An atomization energy is the energy of the free atoms minus that of the molecule, so an error common to both cancels. In the table, errors are taken against the CCSD(T) limit, and a positive mean signed error means binding that is too strong. The questions follow the rows downwards.

Errors in the atomization energies of eight gas-phase molecules with an Sn–Cl bond, from Ansatz 0.2.0: level minus frozen-core CCSD(T) at the basis-set limit, without zero-point or spin-orbit terms. Functionals use the def2-TZVPP basis; all levels use PBE0-D4/def2-TZVP geometries and a def2 core potential on tin.

| level | class | exact exchange, short range (%) | exact exchange, long range (%) | mean signed error (kcal/mol) | mean absolute error (kcal/mol) | largest error (kcal/mol) | case of the largest error | cases too high |
| --- | --- | --- | --- | --- | --- | --- | --- | --- |
| SPW92 | LDA | 0 | 0 | 78.7 | 78.7 | 106.1 | [CH3][Sn]([OH])([F])[Cl] | 8 |
| PBE-D4 | GGA | 0 | 0 | 5.2 | 5.2 | 10.7 | C[CH2][Sn][Cl] | 8 |
| B97M-V | meta-GGA | 0 | 0 | 3.8 | 4.8 | 11.9 | [Cl][SnH2][Si](Cl)(Cl)Cl | 6 |
| r2SCAN-D4 | meta-GGA | 0 | 0 | -2.0 | 2.3 | -7.0 | [OH][Sn]([OH])([Cl])[Cl] | 4 |
| HSE06-D4 | screened hybrid | 25 | 0 | -8.1 | 8.1 | -16.0 | [OH][Sn]([OH])([Cl])[Cl] | 1 |
| r2SCANh-D4 | global hybrid | 10 | 10 | -7.6 | 7.6 | -14.9 | [OH][Sn]([OH])([Cl])[Cl] | 0 |
| PBE0-D4 | global hybrid | 25 | 25 | -8.3 | 8.3 | -16.4 | [OH][Sn]([OH])([Cl])[Cl] | 0 |
| BHLYP-D4 | global hybrid | 50 | 50 | -29.6 | 29.6 | -44.6 | [OH][Sn]([OH])([Cl])[Cl] | 0 |
| CAM-B3LYP-D4 | range-separated | 19 | 65 | -8.7 | 8.7 | -14.8 | [OH][Sn]([OH])([Cl])[Cl] | 0 |
| wB97M-V | range-separated | 15 | 100 | -4.8 | 4.8 | -8.7 | [OH][Sn]([OH])([Cl])[Cl] | 0 |
| wB97X-V | range-separated | 17 | 100 | -2.0 | 2.7 | -6.3 | [OH][Sn]([OH])([Cl])[Cl] | 2 |
| PBE-QIDH | double hybrid | 69 | 69 | -11.7 | 11.7 | -18.4 | [OH][Sn]([OH])([Cl])[Cl] | 0 |
| MP2/limit | wave function | n/a | n/a | 12.8 | 12.8 | 20.8 | [OH][Sn]([OH])([Cl])[Cl] | 8 |
| CCSD(T)/def2-SVP | wave function | n/a | n/a | -52.5 | 52.5 | -65.9 | [OH][Sn]([OH])([Cl])[Cl] | 0 |
| CCSD(T)/def2-TZVPP | wave function | n/a | n/a | -21.0 | 21.0 | -26.5 | [CH3][Sn]([OH])([F])[Cl] | 0 |
| HF/limit | Hartree-Fock | 100 | 100 | -163.2 | 163.2 | -226.9 | [CH3][Sn]([OH])([F])[Cl] | 0 |

### 1. Why does LDA bind so much too strongly?

Its mean error of 78.7 kcal/mol is about 15 % of the mean atomization energy. LDA is exact for a uniform electron gas, and a free atom is far from that limit, because its density falls away in every direction. In a molecule, bonds replace part of these tails. LDA therefore puts the atoms too high by more than the molecule, which widens the gap between them. PBE, which also responds to the density gradient, brings the mean error down to 5.2 kcal/mol.

### 2. Does r2SCAN's small mean describe a typical molecule?

It does not. Four of its errors are positive and add up to only about 1 kcal/mol, while the four negative ones add up to about 17. Half the set thus lies close to the reference, and the other half is underbound by about 4 kcal/mol on average. Adding the mean of 2.0 kcal/mol back to every result would spoil the good cases and, on average, only partly mend the poor ones.

### 3. Why does exact exchange weaken the binding?

PBE0 replaces a quarter of PBE's exchange by exact exchange, and the mean error moves from 5.2 to -8.3 kcal/mol. Consider the limiting case of one electron pair in a long bond. When one electron is on the left atom, the other should be on the right, yet exact exchange alone leaves it half on each side. PBE's exchange is short-sighted and happens to imitate the proper avoidance; exact exchange takes that help away. HSE06, which drops exact exchange at long range, gives nearly the same mean as PBE0, so the effect comes almost wholly from the short-range part of the exchange, which fades only gradually and still acts at bond distances.

### 4. Can the shift be estimated for another functional?

Exact exchange is mixed in linearly, so if the density hardly changes, the shift should be proportional to its share. From PBE to PBE0 it is $-13.5/25=-0.54$ kcal/mol per per cent. For r2SCANh, with 10 %, this gives $-2.0-0.54\times10=-7.4$ kcal/mol; the calculation, which played no part in the estimate, gives -7.6. The output after the text lists these steps.

Linearity alone does not promise this agreement. The slope also depends on the parent's own exchange, and for these molecules PBE and r2SCAN happen to have nearly the same slope. The rule also needs the rest of the functional to stay the same. Carried from PBE to 50 %, it gives $5.2-0.54\times50=-21.8$ kcal/mol, whereas BHLYP, built from other ingredients, has -29.6. The useful share also depends on the parent: 10 % would roughly cancel PBE's mean error, but it drives r2SCAN away from zero.

### 5. MP2 binds too strongly. Does it put the molecule too low?

The total energies of (HO)₂SnCl₂ show the opposite. MP2 places this molecule 42.3 kcal/mol above CCSD(T). It still overbinds it by 20.8, so its free atoms must lie $42.3+20.8=63.1$ kcal/mol too high. Both ends are short of correlation, the atoms more so. A likely reason, untested here, is that second-order theory exaggerates the correlation of easily polarised electron pairs in the molecule and so hides part of its deficit there.

### 6. Why can CCSD(T) do worse than PBE?

In def2-TZVPP, CCSD(T) is low by 21.0 kcal/mol on average, although the reference is the same method at the basis-set limit. The fault therefore lies in the basis. Finite sets describe the close approach of two electrons poorly, and a molecule has more such close pairs than its separated atoms. Tin's outer-core electrons, correlated here without suitable functions, make the values in finite sets less certain still. A density functional reads short-range correlation from the density and depends far less on the basis.

### 7. How much correlation does a bond really need?

Hartree-Fock is the limit with none, and it loses 163.2 kcal/mol on average. Its worst case, CH₃Sn(OH)(F)Cl, is short by 226.9 kcal/mol, while the correlation energy of that molecule, without its frozen cores but with tin's outer core, is 1097. Only about a fifth is gained on bonding; the rest is already present in the free atoms. For the valence electrons alone the share should be larger, because the outer core adds to the total but little to the binding. A good method for binding may thus miss much of the total, provided that it misses equally much at both ends.

### 8. Which digits can be trusted?

The treatment of tin's outer core may shift the reference by up to about 4 kcal/mol for a tin atom with four bonds. In a single error, even the digit before the decimal point is therefore uncertain. If the reference rose by only 1.6 on average, this would make the mean errors of PBE and r2SCAN equal in size, so their order is not settled. The shift from PBE to PBE0 is safer, because both are measured against the same reference.

A comparison with experiment needs further terms, among them the zero-point energy and spin-orbit coupling. Spin-orbit coupling, left out on both sides here, lowers the free tin atom, with its open p shell, more than the molecule and so reduces the real atomization energy. A small error in the table is therefore not yet a small error against experiment.

Printed output of the fit:

```
mean reference atomization energy (kcal/mol): 527.5
LDA mean error as share of it (%): 14.92
Hartree-Fock mean error as share of it (%): -30.94
change of mean error from LDA to PBE (kcal/mol): -73.5
correlation energy of CH3Sn(OH)(F)Cl (kcal/mol): 1097
part of it already present in the free atoms (kcal/mol): 869.8
part of it gained on bonding (%): 20.69
change of mean error from PBE to PBE0 (kcal/mol): -13.5
the same per 10 % exact exchange (kcal/mol): -5.4
change of mean error from r2SCAN to r2SCANh, 10 % exact exchange (kcal/mol): -5.6
r2SCANh mean error estimated with the PBE slope (kcal/mol): -7.4
r2SCANh mean error, computed less estimated (kcal/mol): -0.2
HSE06 less PBE0 mean error (kcal/mol): 0.2
CCSD(T) shortfall left in def2-TZVPP, share of that in def2-SVP (%): 40
levels with smaller mean absolute error than CCSD(T)/def2-TZVPP (count): 11
MP2 above CCSD(T) in the molecule (HO)2SnCl2 (kcal/mol): 42.3
MP2 above CCSD(T) in its free atoms (kcal/mol): 63.1
levels with all eight errors of one sign (count): 12
r2SCAN sum of the positive errors (kcal/mol): 1.2
r2SCAN sum of the negative errors, size (kcal/mol): 17.2
B97M-V sum of the positive errors (kcal/mol): 34.4
B97M-V sum of the negative errors, size (kcal/mol): 4
PBE0 largest error less its mean error (kcal/mol): -8.1
possible shift of the reference for four bonds at tin (kcal/mol): 3.824
rise of the reference that makes PBE and r2SCAN mean errors equal in size (kcal/mol): 1.6
```
